**Question**

A crystal of lead oxide is cut along its (101) plane into a thin slab, and all atoms are then allowed to relax. Seen from the side, the slab is a stack of four units of the same make-up. Each unit has one plane of O, one plane with two Pb atoms and another plane of O, so the slab ends in oxygen on both faces but holds no excess of it. Every O in the crystal has four Pb neighbours: three in its own unit and one across the gap to the next unit.

In the table, each row belongs to one atomic plane, counted from the bottom. The spacing to the next plane is a height difference along the surface normal. The spacing change is taken relative to the uncut crystal, and the rumpling tells how uneven a plane is.

The PbO(101) slab (16 atoms, 12 planes, O on both faces) was fully relaxed with Ansatz 0.2.0 using scalar-relativistic, non-spin-polarised PBE-D3(BJ), PAW and a 420 eV plane-wave cutoff. The k mesh was 7×4×1 (Gamma-centred), with 0.05 eV Gaussian smearing, 15 Å of vacuum and a dipole correction. Spacing changes are relative to the relaxed bulk crystal.

```tsv
row	relaxed plane number	relaxed plane spacing to next (Å)	relaxed plane spacing change (Å)	relaxed plane rumpling (Å)
1	1	0.735	-0.050	0.000
2	2	0.858	0.074	0.038
3	3	1.534	-0.035	0.000
4	4	0.784	-0.001	0.000
5	5	0.789	0.004	0.031
6	6	1.539	-0.030	0.000
7	7	0.789	0.004	0.000
8	8	0.784	-0.001	0.031
9	9	1.534	-0.035	0.000
10	10	0.858	0.074	0.000
11	11	0.735	-0.050	0.038
12	12	n/a	n/a	0.000
```

A simple picture of surface relaxation says that the changes alternate in sign and die away towards the middle.

(a) Work out the spacings that the uncut crystal would have.

(b) Which rows depart from this simple picture, and by how much?

(c) Explain the departures, and say which part of the explanation is shown by the calculation and which is argued.

**Model answer**

*(a) The uncut crystal.* In the flat oxygen layers of PbO, one O sits at the corner of the square cell and one at its centre. Measured along the (101) normal, these two lie half a repeat apart. The two Pb atoms lie, on average, midway between them. One repeat therefore consists of a quarter step from O to Pb, a quarter step from Pb to O, and a half step across the gap to the next O.

The height of the repeat, $d$, follows from the edges of the relaxed crystal cell, $a = 4.034$ Å and $c = 4.993$ Å:

$$d = \frac{ac}{\sqrt{a^2+c^2}} = 3.138\ \text{Å}.$$

The short steps are then $d/4 = 0.78$ Å and the gaps $d/2 = 1.57$ Å. This is the smooth reference for every row, and it has no adjustable constant. The table gives the same values when the change is subtracted from the relaxed spacing, as the analysis printed below does for all eleven spacings.

*(b) The departures.* The two faces are equivalent by symmetry, so it is enough to read from the bottom to the central gap in row 6. The first three changes do alternate: the outermost spacing shrinks, the second grows and the first gap shrinks. Rows 4 and 5 return to the crystal value within 1%. So far the picture holds in outline.

It fails in two places. The second spacing changes by 0.074 Å, about one and a half times as much as the first, although it lies deeper. The central gap, as far from both surfaces as possible, closes by 0.030 Å. That is 86% of the change in the outer gap of row 3, just where the disturbance should have faded.

*(c) The outer unit.* The cut takes from each outermost O its neighbour across the gap. One of the two outer Pb atoms loses an O as well. Atoms that are short of partners usually hold their remaining ones more tightly. For the outermost O, this fits the shrinking of row 1. It doesn't explain why the Pb plane moves away from the inner O in row 2. The Pb atom that lost an O even has its shortest bond to the inner O: that bond shrinks from 2.34 to 2.25 Å, while the bonds to the outer O measure 2.29 Å. It shortens through sideways motion, since in height the two atoms move apart.

The forces in the slab before relaxation show the directions more plainly. In the uncut crystal the same atoms feel practically no force, so it is the cut that sets them in motion, even if a count of bonds doesn't explain each step. The outermost O is pushed inwards by about 0.38 eV/Å, while the two Pb atoms are pushed outwards by 0.40 eV/Å on average. The inner O is pushed inwards, away from the Pb plane. These directions give the signs found in rows 1 and 2. They don't settle row 3, because the O on the far side of that gap is pushed inwards too. The gap closes because the inner O of the outer unit moves further than the unit it approaches.

Rows 1 and 2 therefore largely show one relative motion. When the Pb plane shifts outwards relative to its two O planes, one spacing loses what the other gains. The numbers give an off-centre shift of 0.062 Å. In addition the whole unit widens by 0.024 Å, half of which can be assigned to each spacing: $-0.062 + 0.012 = -0.050$ Å and $0.062 + 0.012 = 0.074$ Å. The widening adds to the shift in row 2 and opposes it in row 1, which makes the second change the larger one. This split only describes the numbers. Counted from the middle of the slab, the Pb plane has moved outwards by 0.027 Å, the outer O inwards by 0.023 Å and the inner O inwards by 0.047 Å. The unit widens because its inner O moves further than its outer O. The forces before relaxation don't explain this difference, since the push on the outer O is the larger one.

The bonds inside a unit also help to explain why these changes are so large. They are about 2.3 Å long but climb only about 0.8 Å, so they lie rather flat. Moving the Pb plane up or down mostly tilts them and alters their length by only about a third of the shift. Only one steep bond, from one of the two Pb atoms to the next unit, resists the shift directly. This is an argument from geometry, as no stiffness was calculated.

*(c, continued) The central gap.* No atom beside the central gap has lost a neighbour, so the local loss of bonds that explains row 1 does not apply here. The table nevertheless holds a clue: rows 4 and 5 hardly change. The inner unit keeps its width to within 0.003 Å, and yet the gap beside it closes. This happens when the mean heights of neighbouring planes shift together, so that the motion appears only in the gaps on either side. The unit is not rigid, though. Its two O atoms move towards the middle of the slab by 0.011 and 0.015 Å, whereas one Pb atom moves that way by 0.033 Å and the other moves 0.012 Å in the opposite direction. On average the Pb atoms keep pace with the O atoms, and the plane spacings hide the distortion.

The forces support the shared part of this motion. Before relaxation, the forces along the normal on the four atoms of an inner unit add up to about 0.25 eV/Å towards the centre of the slab. In the relaxed crystal such a unit feels no net force, because its neighbours on both sides are alike. In the slab, one neighbour is a surface unit with altered bonding, and the balance is lost. Both inner units are pushed towards the middle, and the central gap closes.

The calculation thus shows the push and the mean shift of the unit. Why its two Pb atoms also draw level is left unexplained. That the altered bonding of the surface unit causes the push is an argument from symmetry and bonding. Longer-ranged forces may contribute as well, since an inner unit has two units on its inner side and only one on its outer side. In a thick enough slab the middle must return to the crystal spacing, because the crystal was itself relaxed. This slab can't tell how many units that takes, since each of its inner units sits next to a surface unit.

**Remarks on the reasoning**

*Choose the right object before judging a decay.* Read plane by plane, the changes seem to vanish in rows 4 and 5 and then come back in row 6. Read unit by unit, there is no such puzzle: the outer unit changes its plane spacings, while the inner one is displaced with its own almost unchanged. A small change of spacing proves only that the mean heights of two neighbouring planes moved together. It doesn't prove that the planes stayed where they were, or that the atoms within a plane moved alike.

*Don't count the two faces as two confirmations.* Rows 7 to 11 repeat rows 5 to 1 because the slab is symmetric. Their agreement is a property of the model, and the table holds one surface profile.

*Don't read rumpling as surface damage.* An O plane with a single atom per cell can't be uneven, so its zero is automatic. The two Pb atoms of a plane needn't be level even in the uncut crystal, since symmetry fixes only their average height. In the slab as cut, every Pb plane has a rumpling of 0.077 Å. Relaxation lowers it to 0.038 Å in the outer units and to 0.031 Å in the inner ones. The response to the cut is thus a levelling of the Pb planes, and it reaches the inner units too, although their plane spacings hardly change.

*Don't turn a spacing into a bond length.* The table follows heights, but the outer Pb atoms are also pushed sideways before relaxation, one of them more strongly than any atom is pushed along the normal. A bond can therefore shorten while the height it spans grows, as happens between the Pb atom that lost an O and the inner O. Changes of a few thousandths of an ångström, as in rows 4 and 5, deserve no explanation of their own, all the more since the forces left after relaxation are not listed.

*Carry the method to another face.* First count which atoms lose neighbours, then ask which planes move together. The face parallel to the layers of PbO is a useful contrast. There the cut runs between layers and breaks no short Pb–O bond, so the main drive for the Pb shift is absent and a much weaker relaxation is to be expected.

*Know what the slab can stand for.* In many surface models, the middle planes are held at their crystal positions to imitate the solid below. In this slab that would suppress a real response of the model, since the central gap moves nearly as much as the outer one. The four units show how the surface unit distorts in this thin slab, but they don't contain a region that behaves like the bulk, and no thicker slab was calculated for comparison. The slab also repeats after a single surface cell, so a rearrangement with a longer period could not appear.

*Keep the limits of the method in view.* Spin–orbit coupling was left out, though it matters for an element as heavy as lead. The relaxed slab carries a warning that the exchange-correlation potential is rough where the electron density is thin, as it is outside the surface. The relaxed crystal carries another: its geometry lies near a switch in the dispersion term, which may affect the reference spacings. None of these effects was tested here, so the small shifts of the inner units call for the most caution.

Numerical output:

```
Spacings before and after relaxation:
  row  uncut spacing (angstrom)  relaxed spacing (angstrom)  change (percent)
    1                     0.785                       0.735            -6.369
    2                     0.784                       0.858             9.439
    3                     1.569                       1.534            -2.231
    4                     0.785                       0.784           -0.1274
    5                     0.785                       0.789            0.5096
    6                     1.569                       1.539            -1.912
    7                     0.785                       0.789            0.5096
    8                     0.785                       0.784           -0.1274
    9                     1.569                       1.534            -2.231
   10                     0.784                       0.858             9.439
   11                     0.785                       0.735            -6.369
Bulk (101) repeat from the cell edges (angstrom): 3.138
Quarter of the repeat (angstrom): 0.7845
Half of the repeat (angstrom): 1.569
Three quarters of the repeat, height spanned by a bridging bond (angstrom): 2.353
Size of second change over size of first: 1.48
Central O-O gap change over outer O-O gap change: 0.8571
Outward shift of outer Pb plane from the middle of its two O planes (angstrom): 0.062
Change in width of outer O-Pb2-O unit (angstrom): 0.024
Change in width of inner O-Pb2-O unit (angstrom): 0.003
Change in height from Pb plane 2 to O plane 4 (angstrom): 0.039
Change in height from O plane 3 to Pb plane 5 (angstrom): -0.036
Change in height from Pb plane 5 to O plane 7 (angstrom): -0.026
Sum of changes in the three O-O gaps (angstrom): -0.1
Change in thickness of the whole slab (angstrom): -0.046
Mean normal force on outer Pb pair before relaxation, minus is outward (eV/angstrom): -0.4025
```
